## Choosing a level of theory for the ionisation energies of groups 12 and 13

How much energy does it take to pull the outermost electron off an atom, and which physics must a calculation contain to get it right to 1 eV or 0.1 eV? The table sets two non-relativistic Hartree-Fock estimates of the ionisation energy (IE) beside the NIST values. One is $-\varepsilon$, the orbital energy of the shell that loses the electron with its sign reversed (Koopmans' theorem). The other, ΔSCF, is the difference of separately optimised ion and atom energies.

Neutral atoms of groups 12 and 13, computed with the B-spline radial atomic code, version 1: all-electron non-relativistic Hartree-Fock, average of configuration, point nucleus, radial basis-set limit. ΔSCF is the ion's self-consistent energy less the atom's; ε is an orbital energy of the atom. NIST Atomic Spectra Database values run from ground level to ground level.

| species | Z | configuration | ion's configuration | IE by ΔSCF (eV) | −ε of the shell that loses the electron (eV) | −ε less IE by ΔSCF (eV) | NIST table (eV) | kind of table value | stated uncertainty (eV) |
| --- | --- | --- | --- | --- | --- | --- | --- | --- | --- |
| Zn | 30 | [Ar] 3d10 4s2 | [Ar] 3d10 4s1 | 7.63474 | 7.95952 | 0.325 | 9.394197 | measured | 6e-06 |
| Cd | 48 | [Kr] 4d10 5s2 | [Kr] 4d10 5s1 | 6.92620 | 7.20710 | 0.281 | 8.99382 | measured | 1.6e-05 |
| Hg | 80 | [Xe] 4f14 5d10 6s2 | [Xe] 4f14 5d10 6s1 | 6.83000 | 7.10342 | 0.273 | 10.437504 | measured | 6e-06 |
| B | 5 | [He] 2s2 2p1 | [He] 2s2 | 7.93173 | 8.43162 | 0.500 | 8.298019 | measured | 3e-06 |
| Al | 13 | [Ne] 3s2 3p1 | [Ne] 3s2 | 5.49770 | 5.71305 | 0.215 | 5.985769 | measured | 3e-06 |
| Ga | 31 | [Ar] 3d10 4s2 4p1 | [Ar] 3d10 4s2 | 5.47730 | 5.67356 | 0.196 | 5.999302 | measured | 1.2e-06 |
| In | 49 | [Kr] 4d10 5s2 5p1 | [Kr] 4d10 5s2 | 5.19094 | 5.36835 | 0.177 | 5.7863558 | measured | 5e-07 |
| Tl | 81 | [Xe] 4f14 5d10 6s2 6p1 | [Xe] 4f14 5d10 6s2 | 5.06736 | 5.23539 | 0.168 | 6.1082873 | measured | 1.2e-06 |

### Relaxation: boron

$-\varepsilon$ is the IE with the ion's orbitals frozen. Letting them contract can only lower the ion's energy, so the positive difference column follows from the variational principle; only its size is informative. It is 3.3 to 4.3 % of the ΔSCF value in seven rows and 6.3 % in boron. The electrons that gain most are those that the departing one screened from within the same shell. The same calculations on the cations support this: removing the lone s electron of Zn⁺, Cd⁺ or Hg⁺ relaxes by about 0.1 eV, breaking the s² pair of B⁺ to Tl⁺ by 0.23 to 0.33 eV. Boron's excess plausibly comes from its compact 2p orbital overlapping the 2s pair strongly.

ΔSCF lies below NIST in every row. One reason is common to all rows: the atom, with one electron more than the ion, has more correlation energy, which Hartree-Fock omits. In the heavy rows missing relativity adds to it, as shown below. Freezing the orbitals errs in the opposite direction, so $-\varepsilon$ is nearer NIST in all eight rows by cancellation. Nothing ties the two errors together: relaxation is 8 % of the ΔSCF shortfall in mercury and 137 % in boron, where $-\varepsilon$ overshoots by 0.13 eV.

### Fine structure: thallium

Both computed columns fall down group 13, whereas NIST rises by 0.32 eV from In to Tl and by 0.014 eV from Al to Ga. The $np^1$ configuration holds the single term ²P, so averaging mixes no terms, but the measurement starts from the lower level ²P$_{1/2}$. With a splitting $\Delta$ and degeneracies 2 and 4, the weighted mean lies $\tfrac{4}{6}\Delta$ above that level, which suggests

$$\mathrm{IE} \approx \mathrm{IE}_{\Delta\mathrm{SCF}} + \tfrac23\Delta + c .$$

With rough recalled splittings (about 0.1 eV for Ga, 0.3 for In), $c$ taken as the mean over the five rows is 0.42 eV. For thallium, $\Delta \approx 0.97$ eV (also rough and recalled) gives $5.07 + 0.65 + 0.42 = 6.14$ eV against 6.11 measured; thallium is one of the five rows averaged. The worst misfits, B and Al, are 0.06 eV. Subtracting $\tfrac23\Delta$ from the NIST values removes both reversals. The spin-orbit constants of the Hartree-Fock p orbitals of Al and In give 91 and 83 % of the shifts used.

The fit does not single out this cause, since a least-squares line in $(Z\alpha)^2$, with $Z$ the nuclear charge and $\alpha$ the fine-structure constant, has the same rms misfit, 0.04 eV. The argument for it is that the splitting is certainly missing. Nor is $c$ pure correlation: one scalar-relativistic piece, the first-order Darwin term, alone shifts thallium's IE by 0.87 eV, so a steady $c$ may hide cancellations.

### Scalar relativity: mercury

Mercury's ΔSCF value is 3.61 eV, or 35 % of NIST, too low, and the step from Cd comes out as −0.10 eV instead of +1.44. Two shortfalls add. Breaking an s² pair forfeits its correlation energy; B⁺ and Al⁺, too light for much relativity, fall short by 1.71 and 1.31 eV, which sets a scale between 1 and 2 eV. The growth down the group needs no pair, for Zn⁺, Cd⁺ and Hg⁺ fall short by 1.41, 2.08 and 4.31 eV.

A hydrogen-like ion is the guide. There the relativistic shift of a level goes as $Z^4\alpha^2$, and for s states the binding mass-velocity term outweighs the repulsive Darwin term. A valence s electron resembles this ion only on its brief dive to the nucleus. Its density there grows as $Z$ rather than $Z^3$, because its normalisation is set in the screened outer region, so the shift goes as $(Z\alpha)^2$. The computed Darwin difference between ion and atom scales as $Z^{2.06}$ (log-log line through Zn, Cd, Hg), which confirms the density scaling; its sign lowers the IE, so it says nothing of the net size. The analogy omits the relativistic expansion of d and f shells, higher orders in $Z\alpha$ and correlation.

A least-squares fit of the three shortfalls to $a + b(Z\alpha)^2$ misses Cd by 0.10 eV, and a line through Zn and Cd alone predicts 2.97 eV for Hg. A $(Z\alpha)^4$ form fits the three somewhat better, moves $a$ from 1.37 to 1.77 eV and, when drawn through Zn and Cd alone, overpredicts Hg at 4.51 eV. The constants therefore do not divide the error into correlation and relativity, and correlation with the d shell, which may grow down the group, could supply part of the rise. That relativistic stabilisation of 6s is the main cause of the rise from Cd to Hg rests on established theory, with which these numbers agree; it need not be the larger part of mercury's whole shortfall.

### What to use

For 1 eV, ΔSCF serves B to In, and $-\varepsilon$ also Tl, though only by cancellation; neither serves group 12. For 0.1 eV neither serves any row. The basis is at its radial limit and the NIST uncertainties are below $2\times10^{-5}$ eV, so the gap is missing physics. The step between the two levels, 0.17 to 0.50 eV, is smaller than the ΔSCF shortfall in every row but boron.

$-\varepsilon$ costs one self-consistent calculation and ΔSCF two. ΔSCF is the safer base for a separate correlation correction, because correlation alone, added to $-\varepsilon$, would undo the cancellation; methods that start from $-\varepsilon$ must add relaxation as well. A Dirac-Hartree-Fock treatment roughly doubles the shells and the radial components, a modest factor for an atom, and by the arguments above matters most when an atom as heavy as mercury or thallium loses an s electron or a p$_{1/2}$ electron. Correlation scales as about the fifth to seventh power of system size; it comes first for light atoms, is probably needed in group 12 even for 1 eV (in mercury together with relativity), and is needed throughout for 0.1 eV. Breit, QED and recoil terms, also absent, matter only after both. For neighbouring atoms with several open-shell electrons, the configuration average adds a multiplet error that these rows escape.
